**Q:** My zinc sulfide is written as Zn²⁺ and S²⁻. If I ask a quantum calculation how much charge the zinc has really lost, should I expect 2?

**A:** No, expect much less. A Bader charge is found by cutting the computed electron density into one region per atom, along the surfaces where the density is lowest between neighbours, and counting the electrons in each region. The oxidation state instead hands both electrons of every bond to the anion. In zincblende compounds the bonding electrons lean towards the anion but remain shared, so the metal's region keeps part of them. These are the results at the r2SCAN level of density functional theory; site A is the metal and site B the anion.

Zincblende compounds (space group F-43m), each relaxed with Ansatz 0.2.0 at the r2SCAN level: plane-wave PAW, cutoff 500 eV, scalar-relativistic, no spin polarisation, Gamma-centred k meshes, Gaussian smearing. Bader charges are positive for atoms that lose electrons; d electrons are Löwdin populations.

| formula | element on site A | Z A | element on site B | Z B | difference of Pauling electronegativities | volume per atom (Å³) | shortest distance (Å) | k mesh | smearing width | Bader charge, site A (e) | Bader volume, site A (Å³) | Bader volume, site B (Å³) | d electrons, site A (e) |
| --- | --- | --- | --- | --- | --- | --- | --- | --- | --- | --- | --- | --- | --- |
| ZnS | Zn | 30 | S | 16 | 0.93 | 19.56 | 2.334 | 8×8×8 | 0.02 eV | 0.96 | 13.11 | 26.02 | 9.98 |
| ZnSe | Zn | 30 | Se | 34 | 0.9 | 22.73 | 2.453 | 8×8×8 | 0.02 eV | 0.83 | 14.65 | 30.82 | 9.98 |
| CdS | Cd | 48 | S | 16 | 0.89 | 25.39 | 2.546 | 8×8×8 | 0.02 eV | 0.94 | 20.76 | 30.03 | 9.98 |
| CdSe | Cd | 48 | Se | 34 | 0.86 | 28.84 | 2.656 | 8×8×8 | 0.02 eV | 0.82 | 22.46 | 35.23 | 9.98 |
| CdTe | Cd | 48 | Te | 52 | 0.41 | 35.22 | 2.839 | 8×8×8 | 0.02 eV | 0.62 | 24.92 | 45.51 | 9.99 |
| HgTe | Hg | 80 | Te | 52 | 0.1 | 35.47 | 2.845 | 12×12×12 | 0.1 eV | 0.18 | 30.50 | 40.42 | 9.96 |

**Q:** So even zinc sulfide reaches only about half the formal charge, and mercury telluride less than a tenth. What decides how far the electrons lean?

**A:** A balance between pull and cost. Electrons move towards the atom that holds them more tightly, and the difference of Pauling electronegativities is a tabulated measure of that pull. Every bit of charge that arrives makes the anion less willing to take more, and leaves the metal less willing to give. The shift stops where the next bit brings no further gain.

Let $q$ be the charge lost by the metal and $\Delta\chi$ the electronegativity difference. The simplest energy with these two features is

$$E(q) = -a\,\Delta\chi\,q + \tfrac{1}{2}\,b\,q^2 ,$$

where $a$ sets the strength of the pull and $b$ the net cost, after the attraction between the charged neighbours has been allowed for. The minimum lies at $q = (a/b)\,\Delta\chi$. With the same $a$ and $b$ for every compound, charge would be proportional to electronegativity difference.

**Q:** Is it?

**A:** Only for part of the table. The sulfides and selenides carry close to 1 e per unit of electronegativity difference, but CdTe carries 1.5 and HgTe 1.8. The scale itself is a likely culprit. Beside cadmium, the computed charge falls by 0.12 e from sulfur to selenium and by 0.20 e from selenium to tellurium, while the electronegativity difference falls by 0.03 and then by 0.45. Pauling's numbers put nearly the whole change into the last step, and the computed charges do not. A different cost $b$ for tellurium may also play a part, but its direction is not obvious: a softer atom lowers $b$, while longer bonds weaken the attraction between the charged neighbours and raise it.

For hand use, a curve that rises quickly at first and then flattens does better:

$$q \approx 0.93\,\sqrt{\Delta\chi}\quad\text{(in e)}.$$

The square root does not follow from the energy balance. I chose it after seeing the bend in the data, and its one coefficient was fitted to all six compounds. When each compound in turn is left out and then predicted, the root misses by about 0.08 e on average (root mean square). A proportional line misses by 0.11 e and a line with an added constant by 0.14 e, as the output below the text shows.

**Q:** Show me on a real case.

**A:** Take CdTe, with a difference of 0.41. The square root is 0.64, and 0.93 times 0.64 gives 0.60 e. The calculation gives 0.62 e, so the estimate is good to a few per cent.

Now keep the tellurium and replace cadmium by mercury. The difference drops to 0.10, its root is 0.316, and the rule gives 0.29 e. The calculation gives only 0.18 e, so the estimate is too high by more than 60 per cent of the computed value. Both compounds took part in the fit, so these are exercises in using the rule and not independent tests.

**Q:** Why does mercury give up so little?

**A:** Its outermost electrons sit in the 6s shell, and near such a heavy nucleus they move fast enough for relativity to matter. The effect draws the shell inwards and lowers its energy, so mercury holds these electrons more tightly than cadmium holds its own. This is well-established atomic physics, and the calculations include it, though none was repeated without it to measure its share.

The numbers fit that picture. The two tellurides have almost the same bond length, so the fall in charge does not come from a change of distance. A separate count by atomic shells finds about 0.2 more outer s electrons on mercury than on cadmium, and about as many fewer p electrons on tellurium. In that count, the electrons that tellurium fails to win turn up in the metal's s shell. The shift is only about half of the Bader change of 0.44 e, because the two methods divide the shared density differently.

HgTe is also the one compound here whose filled and empty bands touch, and its run used a finer mesh and a wider smearing. The smearing hardly alters the occupations, and a finer mesh only samples the bands more closely, so these settings are not expected to explain the drop. Spin-orbit coupling is left out of all six runs.

**Q:** But mercury's electronegativity should already know that. Why does the rule still miss?

**A:** It knows part of it. The rule predicts a fall of 0.30 e from CdTe to HgTe, while the computed fall is 0.44 e. A square root is also very steep near zero, so small uncertainties in the tabulated electronegativities grow large there. Shifting the difference for HgTe by 0.05 either way moves the estimate from 0.21 to 0.36 e. Even the lower value is above the computed charge, so uncertain input alone, at least of this size, does not explain the miss.

The curve itself is also at fault. Its bend helps it to reach CdTe, but with a single coefficient it then passes above HgTe. The proportional line, at 1.02 e per unit, would give HgTe only 0.10 e and fall short.

**Q:** Could I use the rule to choose between a sulfide and a selenide?

**A:** Not for the size of the change. Going from ZnS to ZnSe lowers the computed charge by 0.13 e, but the rule lowers it by only 0.01 e, because Pauling's scale places sulfur and selenium almost level. The cadmium pair behaves in the same way. A free selenium atom does hold its outer p electrons less tightly than sulfur, which argues for the lower charge, but that distinction is nearly lost in the electronegativities. For this choice, the computed step of about 0.1 e is a better guide than the formula.

**Q:** Then how far should I trust an estimate?

**A:** For the zinc and cadmium compounds of this family, allow about 0.1 e either way, which is roughly a tenth of the charge in the sulfides and selenides.

Be warier with mercury. The same 0.1 e is more than half of the charge in HgTe, and the miss may well be larger in HgSe, which is not in the table. Its electronegativity difference is 0.55, so the rule gives 0.69 e. If mercury lowers the charge in a selenide as much as it does in a telluride, the value to expect is nearer 0.4 e. Four of the six compounds have differences close to 0.9, so the shape of the curve hangs on the two tellurides. I would not carry it beyond the tabulated span of 0.10 to 0.93, or to another crystal structure, without a new calculation.

The direction of a change is easier to guess than its size. Put in an anion that holds electrons less tightly, or a metal that holds them clearly more tightly, and the metal's charge should fall. Zinc and cadmium are too alike for this guide: exchanging them changes the charge by a few hundredths of an electron at most, too little to read a direction from. And keep the oxidation state for balancing reactions: zinc in ZnS is still Zn(II), even though its Bader charge is close to 1 e.

The analysis program printed:

```
fit of bader_charge_A on 6 rows: coefficient of chi_difference 1.02 +/- 0.059; rms 0.0992, worst CdTe -0.202, leave-one-out rms 0.11
fit of bader_charge_A on 6 rows: coefficient of sqrt(chi_difference) 0.9326 +/- 0.036; rms 0.0659, worst HgTe 0.115, leave-one-out rms 0.0761
fit of bader_charge_A on 6 rows: constant 0.1669 +/- 0.084, coefficient of chi_difference 0.8188 +/- 0.11; rms 0.0702, worst CdTe -0.117, leave-one-out rms 0.137
Hand rule 0.93 x root of difference, charges in e:
   row  root of difference    rule  computed  rule less computed  charge per unit difference
   ZnS              0.9644  0.8969      0.96            -0.06314                       1.032
  ZnSe              0.9487  0.8823      0.83             0.05228                      0.9222
   CdS              0.9434  0.8774      0.94            -0.06264                       1.056
  CdSe              0.9274  0.8624      0.82             0.04245                      0.9535
  CdTe              0.6403  0.5955      0.62            -0.02451                       1.512
  HgTe              0.3162  0.2941      0.18              0.1141                         1.8
Largest miss of the hand rule (e): 0.1141
Root mean square miss of the hand rule (e): 0.06591
Root mean square miss if the mean charge is guessed for all rows (e): 0.2676
Miss of the hand rule for HgTe (percent of computed charge): 63.38
Smallest charge as percent of formal charge 2: 9
Largest charge as percent of formal charge 2: 48
Computed drop ZnS to ZnSe (e): 0.13
Computed drop CdS to CdSe (e): 0.12
Hand rule drop ZnS to ZnSe (e): 0.01458
Computed drop CdTe to HgTe (e): 0.44
Hand rule drop CdTe to HgTe (e): 0.3014
Hand rule for HgTe if the difference were 0.05 smaller (e): 0.208
Hand rule for HgTe if the difference were 0.05 larger (e): 0.3602
Rise of outer s electrons on the metal, CdTe to HgTe (e): 0.2224
Fall of outer p electrons on Te, CdTe to HgTe (e): 0.2523
```
